## Spectral diffusion parameters from echo decays in Er³⁺:LiNbO₃

### Model

Pulses at $0$, $\tau$ and $\tau+T_w$ give an echo at $2\tau+T_w$; the two-pulse echo is the case $T_w=0$. Ground-state Er³⁺ ions of density $n$ act as effective spins 1/2 along $c\parallel B$, with moment $\sigma g\mu_B/2$, $\sigma=\pm1$, populations $p_\pm$ and relaxation rate $R=W_\uparrow+W_\downarrow$. The probed ion changes its moment by $|\Delta g|\mu_B/2$ on excitation, so a neighbour shifts its optical frequency by $\sigma C(1-3\cos^2\theta)/r^3$, with $C=\mu_0\mu_B^2g|\Delta g|/16\pi h$. The echo phase is $2\pi CX(1-3\cos^2\theta)/r^3$, where $X$ is the integral of $\sigma(t)$ over the first window $\tau$ minus that over the last. For random positions and independent flips, $\int_0^\infty(1-\cos u)u^{-2}du=\pi/2$ and $\int_{-1}^1|1-3v^2|dv=8/3\sqrt3$ give the amplitude
$$A=\exp\left[-\frac{16\pi^3}{9\sqrt3}\,nC\langle|X|\rangle\right].$$
A spin differs across $T_w$ with probability $2p_+p_-(1-e^{-RT_w})$, and then $|X|=2\tau$. A flip inside either window has probability $2p_+p_-R\tau$ per window and mean $|X|=\tau$. With $4p_+p_-=\mathrm{sech}^2x$, $x=g\mu_BB/2k_BT$, and a width $\Gamma_0=1/\pi T_2$ for fast dephasing, the intensity for $R\tau\ll1$ is
$$I=I_0(T_w)\,e^{-4\pi\tau\Gamma_{\rm eff}},\qquad \Gamma_{\rm eff}=\Gamma_0+\tfrac12\Gamma_{SD}\left[R\tau+1-e^{-RT_w}\right],$$
$$\Gamma_{SD}=\Gamma_{\max}\,\mathrm{sech}^2x,\qquad \Gamma_{\max}=\frac{\pi\mu_0\mu_B^2}{9\sqrt3\,h}\,g|\Delta g|\,n .$$
This is the Lorentzian spectral diffusion of Klauder and Anderson (1962). All widths are full widths in frequency units, and $I_0(T_w)$ absorbs population decay. Strictly, the term $R\tau$ carries a factor $e^{-RT_w}$, since a flip in a window reduces $|X|$ when the spin also differs across $T_w$. The customary form omits it and so overstates the bracket by a fraction below $R\tau$. For $\Gamma_0=0$ the two-pulse amplitude takes the form of Mims (1968), $\exp[-(2\tau/T_M)^2]$, with $T_M=2/\sqrt{\pi\Gamma_{SD}R}$.

### Data

The ratios $I/I_0$ below were made for the exercise from this model at $T=1.6$ K and rounded to three figures. Each is assigned an independent uncertainty of 2%.

| $B$ (T) | a: $\tau=10$ µs, $T_w=0$ | b: $\tau=30$ µs, $T_w=0$ | c: $T_w=2.0$ ms |
|---|---|---|---|
| 0.30 | 0.466 | 0.0244 | 0.286 ($\tau=0.5$ µs) |
| 0.60 | 0.581 | 0.114 | 0.289 ($\tau=2.0$ µs) |

Wanted are $\Gamma_0$, $R$ and $\Gamma_{SD}$ at each field, then $g$, $\Gamma_{\max}$ and what can be said of $n$.

### Inversion

Each datum gives $\Gamma_{\rm eff}=-\ln(I/I_0)/4\pi\tau$. The two-pulse widths lie on a line in $\tau$, whose slope and intercept give
$$S\equiv\Gamma_{SD}R=\frac{2(\Gamma_b-\Gamma_a)}{\tau_b-\tau_a},\qquad \Gamma_0=\frac{3\Gamma_a-\Gamma_b}{2}.$$
With $D=\Gamma_c-\Gamma_0-S\tau_c/2$ and $y=RT_w$, the stimulated echo requires
$$\frac{1-e^{-y}}{y}=q\equiv\frac{2D}{ST_w}.$$
Unrounded values are carried from step to step.

| | 0.30 T | 0.60 T |
|---|---|---|
| $\Gamma_a,\ \Gamma_b,\ \Gamma_c$ (kHz) | 6.08, 9.85, 199.2 | 4.32, 5.76, 49.4 |
| $S$ (kHz²) | 377 ± 17 | 144 ± 17 |
| $\Gamma_0$ (kHz) | 4.19 ± 0.24 | 3.60 ± 0.24 |
| $D$ (kHz), $q$, $y$ | 194.9, 0.517, 1.506 | 45.6, 0.317, 2.995 |
| $R$ (kHz) | 0.75 ± 0.06 | 1.50 ± 0.20 |
| $\Gamma_{SD}$ (kHz) | 501 ± 21 | 96.1 ± 2.5 |

At 0.30 T the Mims time from $S$ alone is 58 µs. With $\Gamma_0$ the amplitude reaches $1/e$ at $2\tau=(2\Gamma_0/S)\left[\sqrt{1+S/\pi\Gamma_0^2}-1\right]=40.0$ µs.

The second field is twice the first, so with $x$ taken at 0.30 T,
$$\rho=\sqrt{\frac{\Gamma_{SD}(0.30\ \mathrm T)}{\Gamma_{SD}(0.60\ \mathrm T)}}=\frac{\cosh2x}{\cosh x}\quad\Rightarrow\quad\cosh x=\frac{\rho+\sqrt{\rho^2+8}}{4}.$$
Here $\rho=2.28$, $\cosh x=1.48$ and $x=0.944$. Since $\mu_BB/2k_BT=0.0630$, the model's values are $g=15.0\pm0.3$ and $\Gamma_{\max}=\Gamma_{SD}\cosh^2x=1.10\pm0.08$ MHz. The constant $\pi\mu_0\mu_B^2/9\sqrt3h=3.29\times10^{-20}$ Hz m³ then gives $n|\Delta g|=(2.2\pm0.1)\times10^{18}$ cm⁻³.

### Uniqueness

Two-pulse decays fix only $\Gamma_0$ and the product $S$: few strong flips and many weak ones are indistinguishable. The function $(1-e^{-y})/y$ falls monotonically from 1 to 0, so one stimulated echo gives exactly one $R$ if $0<q<1$, and none otherwise. The quadratic for $\cosh x$ has one positive root, which exceeds 1 when $\rho>1$. The data determine $g/T$ and not $g$, so 1% in the spin temperature is 1% in $g$. The density and $|\Delta g|$ enter only as a product. Six data fix six unknowns, and the two $\Gamma_{SD}$ fix $g$ and $\Gamma_{\max}$, so nothing is left to test the model; that needs further waiting times and fields.

### Propagation of errors

A relative error $\epsilon$ in $I/I_0$ moves a width by $\epsilon/4\pi\tau$: 0.16 kHz in a, 0.053 kHz in b, and 3.2 and 0.80 kHz in c. Differentiating the equation for $y$ gives
$$\delta\ln R=\frac{\delta\ln S-\delta\ln D}{m},\qquad \delta\ln\Gamma_{SD}=\frac{\delta\ln D-(1-m)\,\delta\ln S}{m},\qquad m=1-\frac{y}{e^y-1},$$
with $m=0.57$ and $0.84$. The tabulated uncertainties add the three data in quadrature and keep the correlation of $S$ and $D$ through $\Gamma_a$ and $\Gamma_b$. For $y\to0$, $m\to y/2$ and the separation of $R$ from $\Gamma_{SD}$ is lost; for $y\gg1$, $\Gamma_{SD}\to2D$ and the error of $S$ passes to $R$. The ratio $\rho^2$ is uncertain by 5.0%, and $d\ln\rho^2/d\ln g=2x(2\tanh2x-\tanh x)=2.2$ reduces this to 2.3% in $g$.

For real decays the truncation in $R\tau$ adds a bias. Counting survival factors and double flips, the two-pulse term becomes $R\tau(1-2R\tau/3)$. The inferred $S$ would be low by a fraction $2R(\tau_a+\tau_b)/3$, that is 2.0% and 4.0%, and $R$ by 3.5% and 4.7%, about a third to a half of its statistical uncertainty. The omitted factor $e^{-RT_w}$ affects column c by less than 0.4%.

The inputs were chosen to reproduce a ground-state $g_\parallel$ near 15 and memory times of tens of microseconds, typical of dilute Er³⁺:LiNbO₃ in such fields, so the results are the model's and test nothing about the crystal. In the real material ⁷Li and ⁹³Nb nuclear spins can add broadening that grows with $T_w$. Assigned to Er³⁺ flips, a field-independent addition raises the smaller $\Gamma_{SD}$ proportionally more, lowers $\rho$ and biases $g$ low.